\subsection*{Office hours: the recoil logarithm in the hydrogen 1s hyperfine splitting}

\textbf{Problem.} Take $\hbar=c=1$ and $Z=1$, with $\alpha=1/137.036$, $m=0.510999$ MeV, $M=938.272$ MeV, $\kappa=1.79285$, $\mu=1+\kappa=2.79285$, $\hbar c=197.327$ MeV\,fm and $h=4.135668\times10^{-15}$ eV\,s. Model the proton by the typical dipole form factors $G_E=G_M/\mu=(1+Q^2/\Lambda^2)^{-2}$ with $\Lambda^2=0.71$ GeV$^2$, where $G_E=F_1-\tau_pF_2$, $G_M=F_1+F_2$, $\tau_p=Q^2/4M^2$. Let $\delta=\Delta E/E_F$ be the relative shift of the $F=1$ to $F=0$ interval. Find (a) the recoil correction of order $Z\alpha\,m/M$ for a point Dirac particle of mass $M$, (b) the recoil logarithm for the model proton, with $R$ its rms radius, and (c) what the logarithm leaves out.

\textbf{Lecturer:} Start with the scale. With $m/M=5.44617\times10^{-4}$ and $m_r=mM/(m+M)=0.510721$ MeV,
\begin{equation}
E_F=\frac{8}{3}(Z\alpha)^4\frac{m_r^3}{mM}\,\mu=h\times1418.84\ \text{MHz}.
\end{equation}
The electron anomaly is left out throughout.

\textbf{Student:} The reduced mass is already in there. Why should recoil appear again?

\textbf{Lecturer:} It handles momenta near $Z\alpha m$. Two photons of momentum $k=(\nu,\mathbf k)$ far above that act as a contact term, so both particles may be put at rest. Each line is a forward Compton amplitude, direct plus crossed, with proton vertex $F_1\gamma^\mu+F_2\,i\sigma^{\mu\nu}k_\nu/2M$ for an absorbed photon. Put $\mathbf k$ along $z$, $Q^2=\mathbf k^2-\nu^2$ and $D=Q^4-4M^2\nu^2$. Between rest spinors the components $\mu\nu=12$ and $02$ are $-i\sigma_z\nu L/2M^2$ and $+i\sigma_x|\mathbf k|T/2M^2$, with
\begin{equation}
L=\frac{4M^2Q^2G_M^2}{D}-F_2^2,\qquad T=\frac{4M^2G_M(Q^2F_1-\nu^2F_2)}{D}-F_2^2 .
\end{equation}
The electron has $F_1=1$, $F_2=0$, $M\to m$. Current conservation supplies the component $32$. Contracting the two lines and averaging over the direction of $\mathbf k$ gives $\boldsymbol\sigma_e\cdot\boldsymbol\sigma_p\,(2Q^2T_eT_p-\nu^2L_eL_p)$ up to a constant. Rotate $\nu=iQx$ and average with weight $(2/\pi)\sqrt{1-x^2}$ on $[-1,1]$. With $\tau_e=Q^2/4m^2$,
\begin{equation}
\delta=\frac{Z\alpha}{\pi\mu}\frac{m}{M}\int_0^\infty\!\frac{dQ}{Q}\Big\langle\frac{\tau_e}{\tau_e+x^2}\Big[\frac{(2+x^2)G_MF_1+3x^2G_MF_2}{\tau_p+x^2}-(2+x^2)F_2^2\Big]\Big\rangle-\frac{8Z\alpha m_r}{\pi}\int_0^\infty\!\frac{dQ}{Q^2}.
\label{master}
\end{equation}

\textbf{Student:} You said ``up to a constant'', and now there is a prefactor and a divergent subtraction.

\textbf{Lecturer:} One argument fixes both. With $w=\sqrt{1+\tau}-\sqrt\tau$ the averages are
\begin{equation}
\Big\langle\frac{x^2}{\tau+x^2}\Big\rangle=w^2,\qquad
\Big\langle\frac{2+x^2}{\tau+x^2}\Big\rangle=\frac{4}{\sqrt\tau}+b,\qquad b=w^2-\frac{8w}{1+w},
\end{equation}
and $\tau$ times the second average equals $\beta=\tfrac94-\tfrac52w^2+\tfrac14w^4$. Partial fractions give
\begin{equation}
\frac{\tau_e}{(\tau_e+x^2)(\tau_p+x^2)}=\frac{M^2}{M^2-m^2}\Big[\frac{1}{\tau_p+x^2}-\frac{1}{\tau_e+x^2}\Big].
\end{equation}
The $4/\sqrt\tau$ pieces yield $8(M-m)/Q$, and $8(M-m)\,mM/(M^2-m^2)=8m_r$. That is the Coulomb iteration of the contact interaction. The cusp $\psi(r)\simeq\psi(0)(1-Z\alpha m_rr)$ requires a smeared contact term to shift by $-2Z\alpha m_rr_Z$, with the Zemach radius $r_Z=-(4/\pi)\int dQ\,Q^{-2}(G_EG_M/\mu-1)$. This sets the prefactor, and the $-1$ is the point-like part already contained in $E_F$.

\textbf{Student:} Then in (a) only $b$ survives.

\textbf{Lecturer:} Yes. It runs from $b=-3$ at $Q=0$ to zero at infinity, and the two masses merely rescale its argument, so the integral is of Frullani type:
\begin{equation}
\delta_{\rm point}=\frac{Z\alpha}{\pi}\frac{mM}{M^2-m^2}\int_0^\infty\!\frac{dQ}{Q}\,(b_p-b_e)=-\frac{3Z\alpha}{\pi}\frac{mM}{M^2-m^2}\ln\frac{M}{m}.
\end{equation}
No constant accompanies the logarithm. Here $(\alpha/\pi)(m/M)=1.265$ ppm and $\ln(M/m)=7.515$, so $\delta_{\rm point}=-28.5$ ppm.

\textbf{Student:} Times 1418.84 MHz?

\textbf{Lecturer:} No. A Dirac particle has $\mu=1$, so its Fermi energy is $h\times508.03$ MHz and $\Delta E=h\times(-14.5\ \text{kHz})$.

\textbf{Student:} For (b) I would divide by $\mu$ and replace $M$ by $1/R$. Where does $\kappa^2/4$ come from?

\textbf{Lecturer:} From the window $m\ll Q\ll 1/R$, given $1/R\lesssim M$. There $\tau_e\gg1$, $\tau_p\ll1$, and $F_1=1$, $F_2=\kappa$, $G_M=\mu$. Apart from the $1/Q$ term the three pieces of \eqref{master} tend to $b\to-3$, $3w^2\to3$ and $\langle2+x^2\rangle=9/4$:
\begin{equation}
-3(1+\kappa)+3\kappa(1+\kappa)-\tfrac94\kappa^2=-3\Big(1-\frac{\kappa^2}{4}\Big).
\end{equation}
The terms linear in $\kappa$ cancel, and $\int dQ/Q$ over the window gives
\begin{equation}
\Delta E_{\log}=-\frac{3Z\alpha}{\pi}\frac{m}{M}\,\frac{1-\kappa^2/4}{1+\kappa}\,\ln\frac{1}{mR}\;E_F,
\end{equation}
where $E_F$ now contains the full moment $\mu$.

\textbf{Student:} With $\Lambda=842.6$ MeV I get $R=\sqrt{12}\,\hbar c/\Lambda=0.811$ fm, so $1/R=243$ MeV and the logarithm is 6.17. Then $1-\kappa^2/4=0.1964$, which becomes 0.07033 after division by $\mu$. The coefficient is $-0.267$ ppm per unit of logarithm:
\begin{equation}
\delta_{\log}=-1.6\ \text{ppm},\qquad \Delta E_{\log}=h\times(-2.3\ \text{kHz}).
\end{equation}
But why the rms radius? A factor two in $R$ moves this by 0.2 ppm.

\textbf{Lecturer:} A leading logarithm cannot fix its cutoff, hence two figures at most. The real trouble is larger. Because $\kappa$ happens to lie near 2, the coefficient of the logarithm is small, while nothing suppresses the constant beside it.

\textbf{Student:} In (a) the constant was zero.

\textbf{Lecturer:} Because the constant from $Q\sim m$ cancelled its mirror image from $Q\sim M$. With $\kappa\neq0$ and form factors that symmetry is gone. Write $F_1=G_E+\tau_pF_2$ in the $1/Q$ term, remove the Zemach part, and call the rest recoil:
\begin{equation}
\delta_R=\frac{Z\alpha}{\pi\mu}\int_0^\infty\!\frac{dQ}{Q}\Big\{\frac{2m_rQ}{M^2}G_MF_2+\frac{mM}{M^2-m^2}G_M\big[(b_p-b_e)F_1+3(w_p^2-w_e^2)F_2\big]-\frac{m}{M}\beta_eF_2^2\Big\}.
\end{equation}
At $Q\sim m$ the form factors keep their values at $Q=0$. Let $\theta$ be the step function that equals 1 for $Q<m$ and 0 above. Then
\begin{equation}
\int\!\frac{dQ}{Q}(b_e+3\theta)=-\frac92,\quad \int\!\frac{dQ}{Q}(w_e^2-\theta)=-\frac12,\quad \int\!\frac{dQ}{Q}\Big(\beta_e-\frac94+\frac94\theta\Big)=\frac{15}{16}.
\end{equation}
All three electron functions enter $\delta_R$ with a minus sign, so this region contributes
\begin{equation}
C=\tfrac92\mu+\tfrac32\mu\kappa-\tfrac{15}{16}\kappa^2=17.1
\end{equation}
in units of $(\alpha/\pi\mu)(m/M)=0.453$ ppm, that is $+7.7$ ppm.

\textbf{Student:} Positive, and several times the logarithm.

\textbf{Lecturer:} Now the upper end. All three products carry the fourth-power dipole factor, which turns the logarithm into $\ln(\Lambda/m)-11/12$ and its contribution into $-1.7$ ppm. Numerical integration of the full expression, with $F_1=(G_E+\tau_pG_M)/(1+\tau_p)$ and $F_2=(G_M-G_E)/(1+\tau_p)$, gives
\begin{equation}
\delta_R=(-1.7+7.7-0.8)\ \text{ppm}=+5.2\ \text{ppm},\qquad \Delta E_R=h\times7.4\ \text{kHz},
\end{equation}
where $-0.8$ ppm is the remainder, mostly from $Q\sim\Lambda$. The Zemach term, of order $Z\alpha\,mR$, is larger still: $r_Z=35\,\hbar c/8\Lambda=1.02$ fm, so $-2Z\alpha m_rr_Z=-39$ ppm, or $h\times(-55\ \text{kHz})$.

\textbf{Student:} You also kept only a proton between the two vertices.

\textbf{Lecturer:} True. At momenta well below the pion mass the low-energy theorem fixes the spin-dependent Compton amplitude by charge, mass and $\kappa$, so excited states leave the coefficient of $\ln m$ alone. They add a constant, the polarizability term, typically put at $+1$ to $+2$ ppm. That is again as big as the logarithm, and the elastic dipole model falls short by about that much.

\textbf{Student:} So what is the formula good for?

\textbf{Lecturer:} It gives the coefficient of $\ln m$ at order $Z\alpha\,m/M$. For two point Dirac particles the logarithm is the whole term of that order, $-28.5$ ppm at this mass ratio. For the model proton it is $-1.6$ ppm, opposite in sign to the model's elastic recoil of $+5.2$ ppm, so in hydrogen it cannot stand as an estimate of the recoil correction.